Electrons between the orbitals: Co₃W under expansion

When a population analysis of a metal leaves some electrons unassigned, it is tempting to read them as charge that has left the atoms. In Co₃W this unassigned part changes with volume. The question here is how large it is at 10.891 Å³ per atom, and what it means when it changes.

Ansatz 0.2.0, scalar-relativistic PBEsol with PAW and collinear spin: cubic Co₃W (Pm-3m, 4 atoms per cell), plane-wave cutoff 420 eV, 12×12×12 k mesh, Gaussian smearing of 0.1 eV. The last column counts the electrons per cell that the Loewdin populations of Co 3s, 3p, 3d, 4s and W 5s, 5p, 5d, 6s leave out.

```
volume (Å³/atom)  shortest distance (Å)  electrons outside these shells (e)
           9.757                  2.398                               0.710
          10.437                  2.453                               0.730
          10.891                  2.488                                   ?
          11.345                  2.522                               0.760
          11.799                  2.555                               0.780
          12.479                  2.604                               0.790
          13.387                  2.665                               0.810
```

The calculation treats 65 electrons per four-atom cell. Each occupied state is compared with a list of atomic orbitals: s, p and d shells on every atom, where the only p shells are the deep, full ones. Whatever the listed orbitals can't reproduce together appears under "electrons outside these shells". The column therefore measures a gap in the description; the cell stays neutral and loses nothing.

Over the known rows this gap widens from 0.71 to 0.81 electrons per cell as the crystal expands. The widening slows down: per unit of added volume, the last interval brings about half as much as the first. The uneven steps in the printed column are rounding, since the summed populations of the same runs give a smooth curve.

One likely cause is a shift of electrons between kinds of orbital. In a compressed metal the spread-out s and p states are squeezed between the atoms and rise in energy relative to the compact d states, so electrons move into d. Expansion reverses this. From the smallest to the largest cell the d populations fall by 0.44 electrons, while the outer s populations gain 0.25. These numbers are only a guide to the real shift, because the analysis may also divide overlapping orbitals differently as the cell grows.

Some of the electrons that leave d may also go into p-like states, because s and p mix in a metal. The outer p shells, Co 4p and W 6p, aren't on the list, so part of what arrives there has to be counted as outside. This step is an argument from standard band theory. The populations show the d loss and the s gain, but they don't reveal how much of the remainder has p character. The two spin directions in the largest cell offer a hint, since they share the same atomic positions and the same kinds of listed orbital. The direction with fewer d electrons has more outer s electrons and also more electrons outside the shells, 0.441 against 0.371.

A second likely cause lies in the measuring tool. In a tight cell the tails of neighbouring orbitals reach into the space between the atoms and can stand in for the missing p orbitals. As the atoms move apart, this borrowed cover thins out and more electrons count as outside. The full inner shells warn that such effects matter: they read slightly below full, and their populations drift upward by 0.09 electrons over the series, nearly as much as the 0.11 by which the column itself rises. Part of the drift may only be a different sharing among the listed shells, because a Loewdin analysis divides overlapping orbitals between them. Taken alone, the drift would lower the column or leave it unchanged, so it can't be the reason for the rise.

For a forecast, the borrowed cover can be turned into a simple curve. Far from the atom, an orbital falls off exponentially, at a rate set by the energy needed to remove the electron, roughly 7.9 eV for a free atom of either metal. The weight that one orbital has on a neighbour's site goes roughly as the square of their overlap. If only the far tails counted, this square would shrink by a factor e for every 0.347 Å of extra distance. At bonding distances the real fall is expected to be slower, so this length is a convenient choice for interpolation and not a property of the crystal. With d for the shortest distance between atoms, the electrons outside the shells follow

N = A − B exp[−(d − 2.398 Å) / 0.347 Å]

The constants A and B were fitted to the six known rows, which gave A = 0.9045 and B = 0.1988 electrons per cell. At the volume in question d is 2.488 Å, which is 0.090 Å more than in the smallest cell. The estimate is then

N = 0.9045 − 0.1988 × exp(−0.090 / 0.347) = 0.9045 − 0.1988 × 0.772 = 0.751

The forecast is thus 0.751 electrons per cell, with a range of ±0.007. Of this range, 0.005 covers the rounding of the printed result and 0.002 the choice of curve. The value should lie between those of the two neighbouring cells, slightly above their midpoint because the rise is flattening, and should print as 0.75. All this assumes that the cell is in a magnetic state between those of its neighbours.

The withheld rows as computed:

```
volume (Å³/atom)  shortest distance (Å)  electrons outside these shells (e)
          10.891                  2.488                               0.750
```

The calculation gives 0.75, inside the range. The summed populations of this run allow a finer look: they leave 0.7497 electrons outside, about 0.001 less than the forecast. The midpoint of the two neighbours is 0.7494. The difference is no larger than the rounding of the populations can produce, so the finer claim, that the value lies slightly above the midpoint, stays undecided. The assumption about magnetism held, since the total moment of 0.45 μB lies between those of the neighbours.

The hit confirms a smooth curve more than a mechanism. A second curve, a straight line in 1/d², expresses how the kinetic energy of nearly free electrons falls on expansion, and it gives 0.749 for this cell, which is just as close. It follows the six known rows less well than the tail curve and strays most in the largest cell. That favours the tail curve for interpolation, but it doesn't show that borrowed cover is the main cause, because both effects may act at once and the tail formula leaves out the detailed shape of the orbitals.

Magnetism changes along with the volume and may contribute. The smallest cell is nonmagnetic, while the other known cells have cobalt moments partly opposed by tungsten, with a total that grows from 0.27 to 0.92 μB per cell. The program warns that the starting moments were not kept in any cell but the largest, and no search for lower magnetic states was made. The column shows no visible break where the moments appear, but with only one nonmagnetic cell a change of slope there could hardly be recognised. Separating the two influences would take nonmagnetic calculations at the same volumes.

The curve should not be used far beyond the largest cell. Its constant A looks like a limit for large distances, yet well-separated neutral atoms in their usual configurations would hold nearly all their electrons in the listed shells. The gap must then shrink towards zero, so the rise seen here has to turn round at some larger volume.

In practice, a small change in this column under strain should not be reported as charge transfer. Between the cells at 10.437 and 11.345 Å³ per atom, which lie on either side of zero pressure, the column rises by (0.765 − 0.734) / (11.345 − 10.437) = 0.034 electrons per Å³ per atom. A volume change of one per cent, about 0.11 Å³ per atom, therefore shifts it by only 0.004 electrons per cell, less than one printed step. These values belong to a cubic ordering of Co₃W, whereas the known compound is hexagonal.

The most useful next step is to repeat the analysis with the outer p shells on the list. A longer list can only reproduce more of the electrons, so the gap would be smaller at every volume. If its rise also nearly vanished, the missing p orbitals would be the main reason for the trend, whether through more p electrons or through thinner cover; if much of the rise remained, the extra electrons would have a form that even the longer list doesn't describe. The printed output below gives both fits and the population changes.

Printed output of the fit:

```
remainder in the smallest cell, e per cell: 0.7064
remainder at 10.437, e per cell: 0.7341
remainder at 11.345, e per cell: 0.7647
midpoint of these two neighbours, e per cell: 0.7494
change of remainder, smallest to largest cell, e per cell: 0.1062
change of d populations, same span, e per cell: -0.4407
change of outer s populations, same span, e per cell: 0.2479
change of semicore populations, same span, e per cell: 0.0866
slope of remainder in first interval, e per cell per (Å³/atom): 0.04074
slope of remainder in last interval, e per cell per (Å³/atom): 0.01938
decay length of squared tail overlap, Å: 0.3472
fit of outside on 6 rows: constant 0.9045 +/- 0.0011, coefficient of tail -0.1988 +/- 0.0015; rms 0.000528, worst 9.757 -0.000737, leave-one-out rms 0.000994
  rows outside the fit (model, value, miss): 10.891 0.7511, 0.75, 0.00106
fit of outside on 6 rows: constant 1.271 +/- 0.015, coefficient of kinetic -3.234 +/- 0.093; rms 0.00207, worst 13.387 0.00318, leave-one-out rms 0.0038
  rows outside the fit (model, value, miss): 10.891 0.7487, 0.75, -0.00131
tail forecast less kinetic forecast at 10.891, e per cell: 0.002374
lower end of forecast range, e per cell: 0.7441
upper end of forecast range, e per cell: 0.7581
```
